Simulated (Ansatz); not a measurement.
**Correcting a cheap level on molecular compounds of Ge**

The vertical ionisation energy (cation less neutral) in eV of 6 molecular compounds of Ge: x at HF/def2-TZVPP, y at CCSD(T)/def2-TZVPP. Shapes, held fixed at every level: PBE0-D4/def2-TZVP. Flexible molecules stand in one conformer, not always the lowest. Programs: Ansatz 0.2.0.

```
                molecule  x (eV)  y (eV)
                Ge(SeH)4    8.32    9.17
                 Ge(SH)4    8.88    9.72
GeH3I (SMILES [GeH3][I])    8.94    9.79
              GeH(SH)Cl2    9.35   10.32
              GeH2(CH3)2    9.93       ?
               GeH(CN)F2   12.06   13.63
```

Q: Fit y = c + s·x to the known rows and predict y for GeH2(CH3)2.

A: 
1. Means of the 5 rows: x = 9.5100, y = 10.526.
2. Σ(Δx)² = 8.666, Σ(Δx·Δy) = 10.489, so the slope is 10.489/8.666 = 1.2104.
3. Intercept: 10.526 − (1.2104) × 9.5100 = -0.985. The largest residual of the fit is 0.084.
4. GeH2(CH3)2: -0.985 + 1.2104 × 9.93 = 11.03 eV.

CCSD(T)/def2-TZVPP gives 10.85 eV, so the prediction is off by +0.18 eV, more than the largest residual. Uncorrected, HF/def2-TZVPP misses GeH2(CH3)2 by -0.92 eV, and the other rows by 1.02 on average. The line overshoots: the miss goes from -0.92 to +0.18. GeH(CN)F2 lies far out in x and weighs most in the slope. Left out in turn, the other rows are missed by 0.12 eV on average, so much of the error is systematic among these molecules. Cations run unrestricted. For atoms past krypton def2 sets carry core potentials with scalar relativity. Relativity is left out for Ge, Se. Outer-core shells of Ge, I, Se are correlated, in sets that cover them unevenly.

Hartree-Fock places every ionisation energy too low, as expected when the neutral molecule, with one more electron to correlate, has more correlation energy than the cation and Hartree-Fock leaves that difference out; orbital relaxation in the cation is already included. The shortfall is nearly constant for Ge(SeH)4, Ge(SH)4 and GeH3I, where the electron probably leaves a chalcogen or iodine lone pair. It is somewhat larger for GeH(SH)Cl2 and much larger for GeH(CN)F2, whose hole probably lies in the C≡N π system, where correlation among the multiple-bond electrons is strong. The slope of 1.2104 therefore likely reflects a change in the kind of orbital ionised more than a general dependence on the ionisation energy itself. GeH2(CH3)2 has neither heteroatom lone pairs nor π bonds, and its electron should come from Ge–C and Ge–H σ bonding orbitals. A line steepened by the cyanide then overcorrects it, although its Hartree-Fock error is unremarkable. The data support a sizeable upward correction, but not one determined by the Hartree-Fock value alone.
